Shorten every bond of a rocksalt crystal by one per cent, and its volume falls by about three per cent. The area over which each bond pushes falls by about two per cent, so the same push makes a higher pressure. This suggests a simple reason why such a crystal becomes harder to squeeze the more it is squeezed: the springs stay the same, but they press on smaller faces. For lead sulphide, PbS, the argument can be put into numbers and held against a density-functional calculation of the crystal at seven volumes.

Rocksalt PbS in ABACUS 3.10.1, with the PBE functional, no dispersion correction or spin–orbit coupling, PseudoDojo NC SR 0.4.1 PBE standard pseudopotentials and a TZDP orbital basis. All volumes share an 8×8×8 k mesh, a 1360.57 eV cutoff and Fermi–Dirac smearing of 0.05 eV. Energies are counted from the minimum of the fitted curve.

```csv
volume (Å³/atom),energy (meV/atom),pressure (GPa)
24.52,50.07,6.680
25.04,30.99,5.070
25.56,16.88,3.610
26.09,7.32,2.290
26.61,1.83,1.100
27.13,0.00,0.030
27.65,1.51,-0.930
```

The energy is counted from the minimum of a smooth curve through the seven energies, and the pressure is what must be applied to hold the crystal at each volume. A negative pressure means a pull. At the expanded end, one volume step changes the pressure by 0.030 + 0.930 = 0.96 GPa. At the compressed end, a step of the same width changes it by 6.680 − 5.070 = 1.61 GPa.

The usual measure of this resistance is the bulk modulus B, the pressure increase divided by the fractional loss of volume that it causes. Taken between neighbouring rows, it rises from about 51 GPa in the most expanded step to about 77 GPa in the most compressed one. The crystal has become half as stiff again, although its bonds have shortened by only a few per cent.

The plainest picture treats the crystal as one spring in volume, with pressure proportional to the volume lost. It can be excluded at once, because a straight line of pressure against volume has no hardening in it. At the smallest volume it gives 5.1 GPa, where the calculation has 6.68 GPa. The more tempting picture puts the springs into the bonds, where they belong, and lets geometry do the hardening.

To test it, one needs the pressure that a bond produces. In rocksalt each atom has six neighbours of the other kind at the distance r, and the volume per atom is V = r³. A pair of atoms, one Pb and one S, thus owns six bonds and a volume of 2r³. If each bond pushes outwards with a force F, a small change dr of the bond length does the work 6F dr, while the volume changes by 6r² dr. The pressure is the ratio of the two:

P = F/r²

Each bond therefore acts on a square of side r. Here F is an effective push, since it gathers all forces in the crystal, also those between more distant atoms, into the nearest contacts. Nothing is lost by this book-keeping as long as the crystal keeps its shape and only its size changes.

Now let the bond obey Hooke's law, with F = k(r₀ − r), where r₀ is the bond length at the energy minimum and k is a constant stiffness. The curve through the energies has its minimum at 27.145 Å³ per atom, so r₀ is the cube root of this, 3.005 Å. Its modulus at the minimum is B₀ = 52.9 GPa, which fixes the stiffness as k = 3B₀r₀. With x = r/r₀, the pressure of Hookean bonds is

P = 3B₀(1 − x)/x²

At the smallest volume, 24.52 Å³ per atom, the bond length is 2.905 Å and x is 0.9667. The estimate is then

P = 3 × 52.9 GPa × 0.0333/0.9667² ≈ 5.7 GPa

The shrinking faces do raise the pressure above that of the volume spring, but the result is still about 1.0 GPa, or 15 per cent, below the calculated pressure. This is no blind prediction, because the row was among the seven energies that fixed r₀ and B₀. What fails is the shape of the law.

The calculated pressures also show where it fails. Multiplying each pressure by r² gives the push per bond, and the change of this push from row to row gives the bond stiffness k. A perfect spring would have the same k everywhere. Instead k grows at every step of compression, from 2.9 eV/Å² in the most expanded step to 4.0 eV/Å² in the most compressed one. Rounding of the printed volumes blurs single values by one or two per cent, which is small beside a growth of 38 per cent.

Geometry and bond can now be separated. Differentiating P = F/r² with respect to volume gives

B = k/(3r) + 2P/3

If k is held at its value in the most expanded step, while r and P follow the calculation, the modulus still rises, because r shrinks and P grows. This accounts for 5.9 GPa of a total rise of 26.2 GPa, or a little under a quarter. The remainder requires bonds that stiffen as they shorten.

The tempting explanation is thus a real effect of the wrong size. The formula also shows how large it is in any rocksalt crystal near zero pressure. With k fixed, the first term rises by one third of a gigapascal for each gigapascal applied, and the second by two thirds, so geometry raises the modulus by exactly 1 GPa per GPa. The curve through the energies of PbS has a slope of about 4.2, a figure that rests mainly on the compressed side, where most of the rows lie.

Why should a bond stiffen when it is pressed? Theory points to the electrons. When two atoms with filled shells approach, the tails of their electron clouds overlap, and the Pauli principle forbids the electrons to share the same states. They are forced into states of higher kinetic energy, and the atoms repel each other. Since the tails fade roughly exponentially with distance, the repulsion does so too.

An exponential has a property that would explain the stiffening: its slope grows in the same proportion as its value. Each further bit of compression therefore multiplies both the repulsive force and the stiffness that it brings. A Hookean spring has no such feature, since its force grows while its stiffness stays put. In this picture the crystal hardens because it is being pushed up a wall that becomes steeper.

Attraction plays the opposite part. Ions of opposite charge pull on each other more strongly as they approach, and it is easy to think that this makes the crystal stiffer. But a pull that grows on approach helps the compression along, so it lowers the stiffness. Attraction holds the crystal together, its balance with repulsion sets the bond length, and repulsion supplies the resistance and its growth.

A diatomic molecule such as hydrogen chloride shows the same lopsidedness in its simplest form. Its energy rises more steeply when the bond is shortened than when it is stretched, which is why the bond grows longer on average as the molecule vibrates more strongly. The likeness ends at the single bond. The molecule has no faces on which a pressure could act, and no lattice of distant charges, so it illustrates the growth of k but not the geometric quarter.

The simplest law that holds both forces treats PbS as a lattice of ions, Pb²⁺ and S²⁻. The electrostatic pull per bond is A/r², where A follows from the charges and the summed attraction of the whole lattice. Against it stands an exponential repulsion with two constants, its strength and its steepness. The first is fixed by the demand that the forces balance at r₀, the second by the modulus B₀, so no constant is left to adjust to the pressures.

At the smallest volume this law gives 6.5 GPa, about 2 per cent below the calculated value. It was given the same minimum and the same modulus as the Hookean bonds, and yet its miss is nearly seven times smaller. The laws part company only under appreciable strain: at 27.13 Å³ per atom, almost at the minimum, they agree to within the printed digits. The evidence for stiffening bonds thus comes from the rows well away from the minimum, most of which are compressed.

It would be a mistake to read this success as proof that PbS consists of doubly charged ions. If the charges are halved and the constants are determined anew in the same way, the law gives 8.5 GPa at the smallest volume, well above the calculated 6.68 GPa. The reason is instructive. Smaller charges attract less, so a weaker repulsion balances them, and this weaker repulsion must be much steeper to yield the same modulus. A steeper wall then hardens faster.

The hardening thus depends on how steep the repulsion is, and the steepness that one infers depends on the charge that one assumes. A charge somewhat below two would bring the law onto the calculated pressure, but it would be a tuned number and no measurement of the charge on lead. Covalent bonds also stiffen when they are shortened, and PbS has some covalent character. The pressures establish that the bonds stiffen; the division of the binding into ionic and covalent parts lies beyond them.

For use outside the calculation, the phase of the crystal matters most. Real PbS leaves the rocksalt structure at roughly 2 to 3 GPa, while here the structure was kept throughout. The three smallest volumes therefore describe how rocksalt bonds respond when the crystal has no chance to rearrange, and they aren't a forecast of the density of a real sample at those pressures. The absolute volumes also carry the errors of the functional, of leaving out spin–orbit coupling and thermal motion, and of an orbital basis that was not tested against a larger one.

Within the range where rocksalt survives, the straight line of the volume spring may be good enough for an engineering estimate. At 26.61 Å³ per atom the volume spring falls short of the calculated pressure by about 5 per cent, and at 26.09 Å³ by about 10 per cent. At the smallest volume the shortfall has grown to 23 per cent. Its sign is predictable: whoever ignores the stiffening underestimates the pressure that a given compression needs.

The same reasoning can be carried to a neighbouring rocksalt compound. Geometry contributes its 1 GPa per GPa whatever the atoms are, so a difference in hardening between two such crystals near zero pressure must come from their bonds. The quantity to ask for is the fractional growth of the repulsion when the bond shortens by one per cent. In the law with doubly charged ions it is about 7 per cent for PbS, and a crystal with a steeper repulsion at the same charges would harden faster.
